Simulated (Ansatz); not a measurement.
# Group exchange: C5H12 + W(CH3)(OH)O2 → C4H10 + C2H6O3W

Gas-phase species: C5H12 (pentane) `CCCCC`, singlet; W(CH3)(OH)O2, singlet; C4H10 `CCCC`, singlet; C2H6O3W `C[O][W]([CH3])(=[O])=[O]`, singlet. The partners trade CH3 for H: C–CH3 and O–H bonds give way to C–H and O–CH3.

Shapes, held fixed at every level: PBE0-D4/def2-TZVP. Flexible molecules stand in one conformer, not always the lowest. Programs: Ansatz 0.2.0. Electronic energies: no zero-point or thermal term.

Task: Estimate ΔE of this reaction.

Result: MP2/def2-TZVPP gives ΔE = +43.5 kJ/mol; the levels span +20.3 to +43.5. The median of the levels is +39.2. No measured value is set beside it here. For atoms past krypton def2 sets carry core potentials with scalar relativity. Outer-core shells of W are correlated, in sets that cover them unevenly.

```tsv
level	kind	ΔE (kJ/mol)
HF/def2-SVP	Hartree–Fock	+20.3
PBE-D4/def2-TZVPP	GGA	+38.4
r2SCAN-D4/def2-TZVPP	meta-GGA	+39.2
PBE0-D4/def2-TZVPP	global hybrid	+40.9
r2SCAN0-D4/def2-TZVPP	global hybrid	+41.6
CCSD/def2-SVP	coupled cluster or CI	+30.8
MP2/def2-TZVPP	perturbation theory	+43.5
```

The exchange is endothermic at every level, so in electronic energy the methyl group is better placed on the alkane chain than on the oxygen. Tungsten stays formally W(VI) and keeps its methyl and oxo ligands, so the balance is set mainly by the exchanged bonds. Replacing C–C by C–H is favourable, but it doesn't repay the loss of a strong, highly polar O–H bond for a weaker O–C bond. Oxygen draws more charge from hydrogen than from carbon, which gives O–H the larger ionic contribution.

In the same small basis, correlation raises the reaction energy from +20.3 to +30.8 kJ/mol, probably because pentane loses part of the attraction between neighbouring segments of its chain. The density functionals and MP2, all in the larger basis, lie higher still, between +38.4 and +43.5. The sign is therefore well supported, but the gap between CCSD and MP2 mixes basis and correlation treatment and can't show which treatment is more accurate. Nothing here bears on the barrier to exchange.
